**The 4d3/2 orbital along the 52-electron sequence: screening and the 5p→4f exchange**

The table holds the 4d3/2 eigenvalue and radial moments of nine ions from I+ to Tb13+, from configuration-averaged Dirac-Coulomb Hartree-Fock at the basis limit. The program extracts hydrogenic effective charges from size and from energy, forms steps per unit Z, and fits <1/r> and ε to a quadratic in Z plus a term in the number of 4f electrons, compared with a cubic in Z. The radial charges agree within 1.5 %, while the energy charge lies 13 to 14 units lower. Each 5p→4f exchange undoes about a fifth of a proton; the fit leaves rms misfits of 0.0002 1/bohr and 0.023 hartree, against 0.0043 and 0.085 for the cubic. Orbital radii, Slater integrals, fine-structure splittings and Breit shifts of the same runs serve as checks of size.

Dirac-Coulomb Hartree-Fock calculations with B-spline radial code 1 for spherical atomic ions with 52 electrons, at the basis-set limit and with a Fermi model of the nuclear charge. Open shells are treated as an average over the configuration of nl shells.

## Numerical check

```python
# Table: 4d3/2 eigenvalue and radial moments, 52-electron ions, B-spline Dirac-Coulomb Hartree-Fock (nl average).
# Tested: hydrogenic effective charges from size and energy; steps per Z; effect of exchanging 5p for 4f.
T = {
    'ion': ['I+', 'Xe2+', 'Ba4+', 'La5+', 'Pr7+', 'Pm9+', 'Sm10+', 'Gd12+', 'Tb13+'],
    'Z': [53, 54, 56, 57, 59, 61, 62, 64, 65],
    'charge': [1, 2, 4, 5, 7, 9, 10, 12, 13],  # e
    'configuration': ['[Kr] 4d10 5s2 5p4', '[Kr] 4d10 5s2 5p4', '[Kr] 4d10 5s2 5p4', '[Kr] 4d10 5s2 5p4', '[Kr] 4d10 4f1 5s2 5p3', '[Kr] 4d10 4f3 5s2 5p1', '[Kr] 4d10 4f4 5s2', '[Kr] 4d10 4f4 5s2', '[Kr] 4d10 4f4 5s2'],
    'energy': [-2.69338, -3.49308, -5.34512, -6.38795, -8.43307, -10.406, -11.4526, -14.2942, -15.8227],  # hartree
    'mean_radius': [0.91147, 0.86711, 0.79128, 0.75856, 0.70719, 0.66849, 0.65091, 0.61001, 0.5914],  # bohr
    'mean_inverse_r': [1.4472, 1.5201, 1.6646, 1.7363, 1.8632, 1.9722, 2.0261, 2.1627, 2.2314],  # 1/bohr
    'mean_r_squared': [0.96905, 0.87424, 0.72458, 0.66473, 0.57671, 0.51504, 0.4882, 0.42805, 0.40205],  # bohr²
}
import re
import numpy as np
from scipy.constants import physical_constants as pc
HA = pc['Hartree energy in eV'][0]
ion = T['ion']
Z, e, r, ri, r2 = (np.array(T[k], float) for k in ('Z', 'energy', 'mean_radius', 'mean_inverse_r', 'mean_r_squared'))
nf = np.array([sum(int(m) for m in re.findall(r'4f(\d+)', c)) for c in T['configuration']], float)
Zi, Zr, Z2, Ze = 16*ri, 21/r, np.sqrt(504/r2), np.sqrt(-32*e)
off = e + Zi**2/32
print('Hydrogenic 4d: ion n4f Z*(1/r) Z*(r) Z*(r2) Z*(eps) Z-Z*(1/r) Z-Z*(eps) eps+Z*(1/r)^2/32 [Ha]')
for i, s in enumerate(ion):
    print(f'{s:6s}{nf[i]:2.0f} {Zi[i]:6.2f} {Zr[i]:6.2f} {Z2[i]:6.2f} {Ze[i]:6.2f} {Z[i]-Zi[i]:6.2f} {Z[i]-Ze[i]:6.2f} {off[i]:6.2f}')
R = np.array([Zi, Zr, Z2]); spread = (R.max(0) - R.min(0))/R.mean(0)
print(f'spread of radial Z*: {100*spread.min():.1f} to {100*spread.max():.1f} %; Z*(1/r)-Z*(eps): {(Zi-Ze).min():.2f} to {(Zi-Ze).max():.2f}')
print(f'<r><1/r>: {(r*ri).min():.3f} to {(r*ri).max():.3f} (hydrogenic {21/16:.3f}); <r2>/<r>^2: {r2[0]/r[0]**2:.3f} first, {r2[-1]/r[-1]**2:.3f} last (hydrogenic {504/441:.3f})')
print(f'first to last row: <r> falls {100*(1-r[-1]/r[0]):.1f} %, |eps| grows by factor {e[-1]/e[0]:.2f}, Z by {Z[-1]/Z[0]:.3f}')
dZ, dn, mid = np.diff(Z), np.diff(nf), (Z[1:] + Z[:-1])/2
si, se, mi = np.diff(ri)/dZ, np.diff(e)/dZ, (ri[1:] + ri[:-1])/2
print('step, change of n4f, d<1/r>/dZ [1/bohr] (hydrogenic 0.0625), deps/dZ [Ha], -(deps/dZ)/<1/r>')
for k in range(len(dZ)):
    print(f'{ion[k]:>6s}-{ion[k+1]:6s}{dn[k]:2.0f} {si[k]:8.4f} {se[k]:8.3f} {-se[k]/mi[k]:7.3f}')
fx = dn == 0
cur = [(se[k+1]-se[k])/(mid[k+1]-mid[k]) for k in range(len(dZ)-1) if fx[k] and fx[k+1]]
print('d2eps/dZ2 at fixed configuration [Ha]:', ' '.join(f'{c:.4f}' for c in cur), '(hydrogenic -0.0625)')
pi_, pe = np.polyfit(mid[fx], si[fx], 1), np.polyfit(mid[fx], se[fx], 1)
print('exchange steps against slopes interpolated from the five fixed-configuration steps, per 5p->4f exchange:')
for k in np.where(~fx)[0]:
    a, b = np.polyval(pi_, mid[k]), np.polyval(pe, mid[k])
    ui, ue = (si[k]-a)*dZ[k]/dn[k], (se[k]-b)*dZ[k]/dn[k]
    print(f'{ion[k]:>6s}-{ion[k+1]:6s} <1/r> {ui:+.4f} 1/bohr ({-ui/a:.2f} proton), eps {ue:+.3f} Ha ({-ue/b:.2f} proton)')
x = Z - 59; res = {}
for name, y, unit in (('<1/r>', ri, '1/bohr'), ('eps', e, 'Ha')):
    A = np.c_[x**0, x, x**2, nf]; c = np.linalg.lstsq(A, y, rcond=None)[0]; d = y - A@c
    d3 = y - np.polyval(np.polyfit(x, y, 3), x)
    res[name] = (c[3], np.sqrt(np.mean(d**2)), np.sqrt(np.mean(d3**2)))
    print(f'{name} = a+bx+cx^2+u*n4f, x=Z-59: a {c[0]:.4f} b {c[1]:.4f} c {c[2]:.5f} u {c[3]:+.4f} {unit}; -u/b {-c[3]/c[1]:.2f}')
    print('  residuals:', ' '.join(f'{v:+.4f}' for v in d))
    print(f'  rms {res[name][1]:.4f}, worst {ion[np.argmax(abs(d))]}; cubic in Z without n4f: rms {res[name][2]:.4f}, worst {ion[np.argmax(abs(d3))]} {d3[np.argmax(abs(d3))]:+.4f}')
print('rounding of the table: <1/r> 0.00005 1/bohr, eps at most 0.00005 Ha')
# Further outputs of the same runs, typed in
out = 2*0.7145049 + 4*(0.6261912 + 2*0.6011301)/3      # Xe2+: sum of <1/r> over 5s2 5p4
k = ion.index('Xe2+')
print(f'Xe2+: sum of <1/r> of six n=5 electrons {out:.2f} Ha, {100*out/off[k]:.0f} % of the offset {off[k]:.2f} Ha')
prox = (28.9373 - (19.51487 + 2*18.99641)/3)/HA        # Pr7+ Slater integrals, eV
print(f'Pr7+: F0(4f,4f)-F0(4f,5p) = {prox:.2f} Ha; <r> ratios 4f5/2:4d3/2 {0.8575476/r[ion.index("Pr7+")]:.2f}, 5p3/2:4d3/2 {1.530928/r[ion.index("Pr7+")]:.2f}')
print(f'Gd12+: <r> ratio 4f5/2:4d3/2 {0.6768793/r[ion.index("Gd12+")]:.2f}; eps(4f5/2)-eps(5s) {-8.615333+8.751016:.3f} Ha')
for s, e5, i5, br in (('Xe2+', -3.415623, 1.498213, 0.2459504), ('Pr7+', -8.28991, 1.83374, 0.4254204), ('Gd12+', -14.06223, 2.122745, 0.6474198)):
    k = ion.index(s)
    print(f'{s}: 4d5/2-4d3/2 eps {e5-e[k]:.3f} Ha ({100*(e5-e[k])/-e[k]:.1f} %), <1/r> {100*(i5/ri[k]-1):+.1f} %, Breit shift {br/HA:.4f} Ha')
assert spread.max() < 0.025 and (Zi - Ze).min() > 10
assert si[~fx].max() < si[fx].min() and si[fx].min() > 1/16
assert res['<1/r>'][0] < 0 < res['eps'][0]
assert all(v[1] < v[2] for v in res.values())
```

It prints:

```
Hydrogenic 4d: ion n4f Z*(1/r) Z*(r) Z*(r2) Z*(eps) Z-Z*(1/r) Z-Z*(eps) eps+Z*(1/r)^2/32 [Ha]
I+     0  23.16  23.04  22.81   9.28  29.84  43.72  14.06
Xe2+   0  24.32  24.22  24.01  10.57  29.68  43.43  14.99
Ba4+   0  26.63  26.54  26.37  13.08  29.37  42.92  16.82
La5+   0  27.78  27.68  27.54  14.30  29.22  42.70  17.73
Pr7+   1  29.81  29.69  29.56  16.43  29.19  42.57  19.34
Pm9+   3  31.56  31.41  31.28  18.25  29.44  42.75  20.71
Sm10+  4  32.42  32.26  32.13  19.14  29.58  42.86  21.39
Gd12+  4  34.60  34.43  34.31  21.39  29.40  42.61  23.12
Tb13+  4  35.70  35.51  35.41  22.50  29.30  42.50  24.01
spread of radial Z*: 0.8 to 1.5 %; Z*(1/r)-Z*(eps): 13.20 to 13.87
<r><1/r>: 1.317 to 1.320 (hydrogenic 1.312); <r2>/<r>^2: 1.166 first, 1.150 last (hydrogenic 1.143)
first to last row: <r> falls 35.1 %, |eps| grows by factor 5.87, Z by 1.226
step, change of n4f, d<1/r>/dZ [1/bohr] (hydrogenic 0.0625), deps/dZ [Ha], -(deps/dZ)/<1/r>
    I+-Xe2+   0   0.0729   -0.800   0.539
  Xe2+-Ba4+   0   0.0723   -0.926   0.582
  Ba4+-La5+   0   0.0717   -1.043   0.613
  La5+-Pr7+   1   0.0635   -1.023   0.568
  Pr7+-Pm9+   2   0.0545   -0.986   0.514
  Pm9+-Sm10+  1   0.0539   -1.047   0.524
 Sm10+-Gd12+  0   0.0683   -1.421   0.678
 Gd12+-Tb13+  0   0.0687   -1.528   0.696
d2eps/dZ2 at fixed configuration [Ha]: -0.0842 -0.0779 -0.0718 (hydrogenic -0.0625)
exchange steps against slopes interpolated from the five fixed-configuration steps, per 5p->4f exchange:
  La5+-Pr7+   <1/r> -0.0151 1/bohr (0.21 proton), eps +0.178 Ha (0.16 proton)
  Pr7+-Pm9+   <1/r> -0.0156 1/bohr (0.22 proton), eps +0.253 Ha (0.20 proton)
  Pm9+-Sm10+  <1/r> -0.0156 1/bohr (0.22 proton), eps +0.289 Ha (0.22 proton)
<1/r> = a+bx+cx^2+u*n4f, x=Z-59: a 1.8783 b 0.0705 c -0.00023 u -0.0154 1/bohr; -u/b 0.22
  residuals: +0.0001 -0.0000 -0.0002 -0.0001 +0.0003 +0.0001 +0.0001 -0.0005 +0.0003
  rms 0.0002, worst Gd12+; cubic in Z without n4f: rms 0.0043, worst Pr7+ +0.0077
eps = a+bx+cx^2+u*n4f, x=Z-59: a -8.6332 b -1.1761 c -0.03027 u +0.2407 Ha; -u/b 0.20
  residuals: -0.0269 +0.0165 +0.0322 +0.0141 -0.0406 -0.0216 +0.0186 +0.0136 -0.0058
  rms 0.0234, worst Pr7+; cubic in Z without n4f: rms 0.0854, worst Pr7+ -0.1564
rounding of the table: <1/r> 0.00005 1/bohr, eps at most 0.00005 Ha
Xe2+: sum of <1/r> of six n=5 electrons 3.87 Ha, 26 % of the offset 14.99 Ha
Pr7+: F0(4f,4f)-F0(4f,5p) = 0.36 Ha; <r> ratios 4f5/2:4d3/2 1.21, 5p3/2:4d3/2 2.16
Gd12+: <r> ratio 4f5/2:4d3/2 1.11; eps(4f5/2)-eps(5s) 0.136 Ha
Xe2+: 4d5/2-4d3/2 eps 0.077 Ha (2.2 %), <1/r> -1.4 %, Breit shift 0.0090 Ha
Pr7+: 4d5/2-4d3/2 eps 0.143 Ha (1.7 %), <1/r> -1.6 %, Breit shift 0.0156 Ha
Gd12+: 4d5/2-4d3/2 eps 0.232 Ha (1.6 %), <1/r> -1.8 %, Breit shift 0.0238 Ha
```
